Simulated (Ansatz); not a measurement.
**Strength of the Si–Si bond: GeSi4H12 → SiH2(SiH2)(SiH3) + GeH3(SiH2)**

Species: GeSi4H12 `[SiH3][SiH2][SiH2][SiH2][GeH3]`, singlet; SiH2(SiH2)(SiH3), doublet; GeH3(SiH2), doublet. 

Shapes, held fixed at every level: PBE0-D4/def2-TZVP. Flexible molecules stand in one conformer, not always the lowest. Programs: Ansatz 0.2.0. Electronic energies: no zero-point or thermal term.

| level | kind | ΔE (kJ/mol) | less CCSD(T)/def2-TZVPP |
| --- | --- | --- | --- |
| HF/def2-SVP | Hartree–Fock | +221.1 | -95.2 |
| HF/def2-TZVPP | Hartree–Fock | +218.7 | -97.6 |
| SPW92/def2-TZVPP | LDA | +350.3 | +34.0 |
| PBE0-D4/def2-TZVPP | global hybrid | +315.4 | -0.9 |
| r2SCAN0-D4/def2-TZVPP | global hybrid | +300.4 | -15.9 |
| wB97X-V/def2-TZVPP | range-separated hybrid | +331.6 | +15.3 |
| CCSD(T)/def2-TZVPP | coupled cluster or CI | +316.3 | 0.0 |

The highest level, CCSD(T)/def2-TZVPP, gives ΔE = +316.3 kJ/mol; the levels span +218.7 to +350.3. The column of differences is taken from that level and isn't an error. Hartree–Fock misses the correlation of the pair that is broken and comes out low. No measured value is set beside it here. Open shells run unrestricted unless RO is named. Relativity is left out for Ge unless named. Correlated rows may include outer-core shells of Ge, which these sets cover unevenly.

Breaking the Si–Si bond nearest the germyl end costs +316.3 kJ/mol at the coupled-cluster level, as expected for an ordinary, unstrained single bond between silicon atoms. The diffuse 3s and 3p orbitals overlap over a long distance, which makes the bond softer and weaker than a C–C bond. Both fragments are silyl-type radicals whose unpaired electron stays largely on one silicon with considerable s character, so little delocalisation is available to lower the cost of cleavage. The germyl group sits next to the breaking bond rather than in it, and its influence is probably modest.

LDA shows its familiar overbinding, while the three hybrids fall on both sides of the reference. PBE0-D4 nearly coincides with it, but this doesn't establish comparable accuracy: correlation energy converges slowly with basis size, and a larger set would probably raise the coupled-cluster value. The small basis shift in Hartree–Fock gives no assurance on that point. Whether the Si–Ge bond would break more easily can't be decided from this single cleavage.
